\section*{REDOR dephasing of $^{27}$Al by $^{31}$P}

We want $\Delta S/S_0=1-S/S_0$ for Al(OP)$_4$ after $N=6$ rotor periods $\tau_r$ at 12 kHz, so $N\tau_r=0.5$ ms. Approximate inputs: $\gamma_{\rm Al}=6.976\times10^7$ and $\gamma_{\rm P}=10.84\times10^7$ rad s$^{-1}$ T$^{-1}$, $r=3.1$ \AA. Ideal $^{31}$P $\pi$ pulses fall every $\tau_r/2$; a $\pi$ pulse on the observed $^{27}$Al central transition replaces the middle one. $S_0$ omits the $^{31}$P pulses. With $D=\mu_0\gamma_{\rm Al}\gamma_{\rm P}\hbar/(8\pi^2r^3)$ in Hz, a $^{31}$P spin shifts that transition by $\omega=\pm\pi D(3\cos^2\theta-1)$, with $\theta$ measured from the field, whatever the Al spin. We neglect $^{31}$P--$^{31}$P coupling.

\subsection*{By hand}
In SI units $2\pi D\approx10^{-7}(7\times10^7)(1.1\times10^8)(10^{-34})/(3\times10^{-29})\approx2.6\times10^3$ rad s$^{-1}$. Suppose the pulses simply undo the spinning. Four random static shifts add in quadrature, and $\langle P_2^2\rangle=1/5$, so $M_2=4(2\pi D)^2/5\approx5\times10^6$ rad$^2$ s$^{-2}$ and $\Delta S/S_0\approx M_2(N\tau_r)^2/2\approx0.6$.

\emph{Predict: too high or too low?}

\subsection*{One pair}
For a pair at polar angle $\beta$ and initial azimuth $\alpha$ about the rotor axis,
\begin{equation}
\omega(t)=\pm\pi D\left[\sqrt2\sin2\beta\cos(\alpha+\omega_rt)+\sin^2\beta\cos2(\alpha+\omega_rt)\right].
\end{equation}
\emph{Predict: which term survives a sign reversal every half period?} The second integrates to zero within each half. The cosine in the first gives $-4\sin\alpha/\omega_r$ per period, so
\begin{equation}
\Phi=\mp2\sqrt2\,\lambda\sin2\beta\sin\alpha,\qquad\lambda=N\tau_rD .
\end{equation}
Averaging $\cos\Phi$ over $\alpha$ gives $J_0(2\sqrt2\lambda\sin2\beta)$. Put $2\beta=\pi/2+\vartheta$, drop the part of $\sin\beta$ odd in $\vartheta$, and use $\int_0^{\pi/2}J_0(2z\cos\vartheta)\cos(\vartheta/2)\,d\vartheta=\frac\pi2J_{1/4}(z)J_{-1/4}(z)$:
\begin{equation}
\frac{S}{S_0}=F(\lambda)=\frac{\sqrt2\pi}{4}J_{1/4}(\sqrt2\lambda)J_{-1/4}(\sqrt2\lambda)=1-\tfrac{16}{15}\lambda^2+\tfrac{128}{315}\lambda^4-\dots
\end{equation}

\subsection*{Many neighbours}
\emph{Predict: do P--Al--P angles enter at order $(N\tau_r)^2$?} Uncorrelated spins give $S/S_0=\langle\prod_k\cos\Phi_k\rangle$, whose quadratic term $-\frac12\sum_k\langle\Phi_k^2\rangle$ has no cross terms. With the Van Vleck moment $M_2=\frac{4\pi^2}{5}\sum_kD_k^2$ in rad$^2$ s$^{-2}$,
\begin{equation}
\frac{\Delta S}{S_0}\to u=\frac{4}{3\pi^2}(N\tau_r)^2M_2 .
\end{equation}
Here $D=426$ Hz, $\lambda=0.213$, $M_2=5.73\times10^6$ rad$^2$ s$^{-2}$ and $u=0.194$.

A regular tetrahedron of unit vectors $\mathbf n_k$ can be solved fully. The product of cosines is the mean of $\cos(4\sqrt2\lambda\,\mathbf a\cdot T\mathbf b)$ over 16 sign sets $\sigma_k=\pm1$, with $T=\sum_k\sigma_k\mathbf n_k\mathbf n_k^{\rm T}$, $\mathbf b$ the rotor axis and $\mathbf a\perp\mathbf b$ the direction $\alpha=\pi/2$. \emph{Predict: what do four equal signs give?} $T=\pm\frac43\mathbf 1$, hence no dephasing (2 sets). One odd sign gives $\pm(\frac43\mathbf 1-2\mathbf n\mathbf n^{\rm T})$, a pair with $2D$ (8 sets). Two against two gives eigenvalues $\pm\frac43,0$ (6 sets), for which $\mathbf a\cdot T\mathbf b=\frac13[(1+x)^2\cos\psi_++(1-x)^2\cos\psi_-]$. Here $x$, the cosine between $\mathbf a\times\mathbf b$ and the null axis, is uniform on $[-1,1]$, and $\psi_\pm$, twice the sum and difference of the other two Euler angles, are uniform and independent. Therefore
\begin{equation}
\frac{S}{S_0}=\frac18+\frac12F(2\lambda)+\frac38G,\qquad G=\int_0^1J_0[\kappa(1+x)^2]\,J_0[\kappa(1-x)^2]\,dx,\quad\kappa=\frac{4\sqrt2\lambda}{3}.
\end{equation}
With $F(0.426)=0.819$ and $G=0.765$, $\Delta S/S_0=0.179$.

\subsection*{Why 0.6 became 0.179}
\emph{Predict how the ratio 3.4 splits.}

Rounding: the static parabola with the full $M_2$ gives 0.716, so the hand value carries a factor 0.84.

Recoupling: the time- and powder-averaged squares of the two terms in $\omega(t)$ are $\frac8{15}$ and $\frac4{15}$ of $(\pi D)^2$, so only $2/3$ of $M_2$ sits at $\omega_r$. The sign reversals turn $\cos(\alpha+\omega_rt)$ into a time average $-\frac2\pi\sin\alpha$, keeping $4/\pi^2$ of its mean square. The static picture is thus high by $3\pi^2/8=3.70$.

Curvature: expanding the Bessel functions gives $u-\frac5{12}u^2=0.178$ for the tetrahedron, against $u-\frac5{14}u^2$ for a pair. The parabola exceeds the full result by $0.194/0.179=1.08$. The product $0.84\times3.70\times1.08$ returns 3.4.

Three figures belong to the four-neighbour model only. Distant phosphorus, at a typical density $n\approx0.013$ \AA$^{-3}$ beyond $R\approx5$ \AA, adds $4\pi n/(3R^3)$ to $\sum r^{-6}$, about 10\% of $4/r^6$. This rivals the curvature and acts in the opposite direction. In a glass, where angles are unknown, the initial parabola still yields the site-averaged $M_2$, which includes those distant shells.